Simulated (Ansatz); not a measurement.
CdPt: the change of energy above lowest point and pressure with volume scale

Free energy against uniform scaling of the volume at fixed shape and fractions; periodic cell, basis, potentials, k mesh and filling as listed. The results are calculated, by Ansatz 0.2.0.

The cell before it is scaled or strained (space group P4/mmm, No. 123):
```
cell vectors (Å)
   2.9855     0.0000     0.0000
   0.0000     2.9855     0.0000
   0.0000     0.0000     3.8461
atoms (fractions of the cell vectors)
Cd  0.00000  0.00000  0.00000
Pt  0.50000  0.50000  0.50000
```

Settings of every row: functional r2SCAN; dispersion none; potentials PAW; wave cutoff 600 eV; density cutoff 2400 eV; k mesh 8x8x6; k shift 0x0x0; occupations fermi dirac; smearing width 0.1 eV; spin none.

Limits: coarse k mesh, up to 40 meV an atom off; no spin-orbit coupling, which can matter with elements this heavy; the cell comes from a prototype or a list of computed structures and needn't be the stable phase.

```
row  volume scale  V (Å³/atom)  energy above lowest point (meV/atom)  pressure (GPa)
  1          0.94       16.112                                  25.9            9.92
  2          0.96       16.455                                     ?               ?
  3          0.98       16.798                                   0.9            2.08
  4             1       17.141                                     0           -1.15
  5          1.02       17.483                                   5.6           -3.99
  6          1.04       17.826                                  16.8           -6.49
  7          1.06       18.169                                  33.1           -8.68
```

Question: what energy above lowest point and pressure should row 2 give?

Worked fit of energy above lowest point. Take u = (V_r/V)^(2/3) − 1 with V_r = 17.312 Å³ an atom, which is twice the finite (Eulerian) strain; such expansions in the strain, on which the Birch-Murnaghan equation of state is built, carry the rest volume and the bulk modulus. The shown rows have u = 0.04906, 0.0203, 0.00664, -0.00653, -0.01932, -0.0317. Least squares give energy above lowest point = 2.03 − 424.8 × u + 17926 × u² + 13228 × u³ meV/atom; a parabola predicts inner rows, each left out in turn, worse (root mean square 0.27 against 0.048 meV/atom). All shown rows lie on it to the printed digit. Its lowest point lies at u = 0.0117, or V = 17.01 Å³ an atom, and the curvature there gives the bulk modulus at fixed shape and fractions, B = (4/9)(1 + u)² E″(u)/V = 158 GPa. Letting shape and atoms relax would as a rule lower it, by much in layered, chain or molecular crystals. The withheld row has u = 0.03443, so the fit gives 2.03 − 424.8 × (0.03443) + 17926 × (0.03443)² + 13228 × (0.03443)³ = 9.2 meV/atom.

The calculation gave 9.2 meV/atom. The fit meets it to the printed digit.

Worked fit of pressure. Take u = (V_r/V)^(2/3) − 1 with V_r = 17.312 Å³ an atom, which is twice the finite (Eulerian) strain; such expansions in the strain, on which the Birch-Murnaghan equation of state is built, carry the rest volume and the bulk modulus. The shown rows have u = 0.04906, 0.0203, 0.00664, -0.00653, -0.01932, -0.0317. Least squares give pressure = −2.617 + 215.24 × u + 781.4 × u² + 812 × u³ GPa; a parabola predicts inner rows, each left out in turn, worse (root mean square 0.017 against 0.004 GPa). All shown rows lie on it to the printed digit. The pressure vanishes at u = 0.0117, or V = 17.01 Å³ an atom, and there the bulk modulus at fixed shape and fractions is B = −V dP/dV = (2/3)(1 + u) dP/du = 158 GPa. Letting shape and atoms relax would as a rule lower it, by much in layered, chain or molecular crystals. The withheld row has u = 0.03443, so the fit gives −2.617 + 215.24 × (0.03443) + 781.4 × (0.03443)² + 812 × (0.03443)³ = 5.75 GPa.

The calculation gave 5.75 GPa. The fit meets it to the printed digit.
